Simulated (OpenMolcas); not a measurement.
How methods differ on SiH4O (Si(OH)H3)

SiH4O: 6 atoms, total charge 0, spin state singlet. As SMILES, `[H][Si]([H])([H])O`. Geometry: relaxed at GFN2-xTB.

```xyz
6

Si   -0.0599   -0.1150   -0.4079
O    -0.0595   -0.0919    1.2171
H     0.3273    0.6209    1.7173
H     1.3132   -0.1128   -0.9169
H    -0.7604    1.0584   -0.9332
H    -0.7606   -1.3597   -0.6764
```

Quantity: the energy change with the O2–H3 bond stretched from 0.953 to 1.429 Å, in eV. The values are calculated.

| level | kind | program | value (eV) | CPU time (all runs) |
| --- | --- | --- | --- | --- |
| SVWN5/STO-3G (restricted) | LDA | OpenMolcas | 1.99 | 7.9 s |
| B3LYP/STO-3G (restricted) | global hybrid | OpenMolcas | ? | 9.2 s |
| M06-2X/STO-3G (restricted) | hybrid meta-GGA | OpenMolcas | ? | 11 s |
| PBE0/STO-3G (restricted) | global hybrid | OpenMolcas | 2.26 | 8.3 s |
| B2PLYP/STO-3G (restricted) | double hybrid | OpenMolcas | 2.23 | 8.3 s |
| MP2/STO-3G (restricted) | perturbation theory | OpenMolcas | 2.36 | 3.2 s |
| ACPF/STO-3G (restricted) | coupled cluster or CI | OpenMolcas | 1.78 | 3.4 s |
| CISD/STO-3G (restricted) | coupled cluster or CI | OpenMolcas | 2.05 | 3.3 s |
| FCI/STO-3G | exact in the basis | OpenMolcas | 1.88 | 98 s |

Estimate the missing values from the other rows.

As computed at these levels: B3LYP/STO-3G (restricted): 2.08 eV; M06-2X/STO-3G (restricted): 2.39 eV. The first shape isn't each level's own minimum. The values span 1.78 to 2.39 eV. All rows use very small basis sets, so even the best lies far from the true value. Times are those of the runs behind each value, whatever else they computed, on shared processors of several kinds: orders of magnitude only.

Among the wavefunction methods, the error follows how each treats the correlation that grows as the O–H bond stretches. The bonding and antibonding σ orbitals draw closer in energy, and a single closed-shell determinant describes the electron pair less well. MP2 recovers too little of this extra correlation and puts the rise at 2.36 eV, against 1.88 eV for FCI. CISD comes closer but lacks the higher excitations, notably simultaneous pair excitations. ACPF accounts for these approximately and slightly overshoots, ending below FCI.

Among the functionals, the cost of stretching rises with the share of exact exchange from SVWN5 through B3LYP and PBE0 to M06-2X, probably because exact exchange in a restricted determinant penalises the stretched bond. B2PLYP breaks the order, which suggests that its perturbative correlation offsets part of that penalty. SVWN5's closeness to FCI is no evidence of general accuracy, since a density functional's correlation isn't limited to excitations within the small orbital space. The energy at this one stretched length isn't a bond dissociation energy.
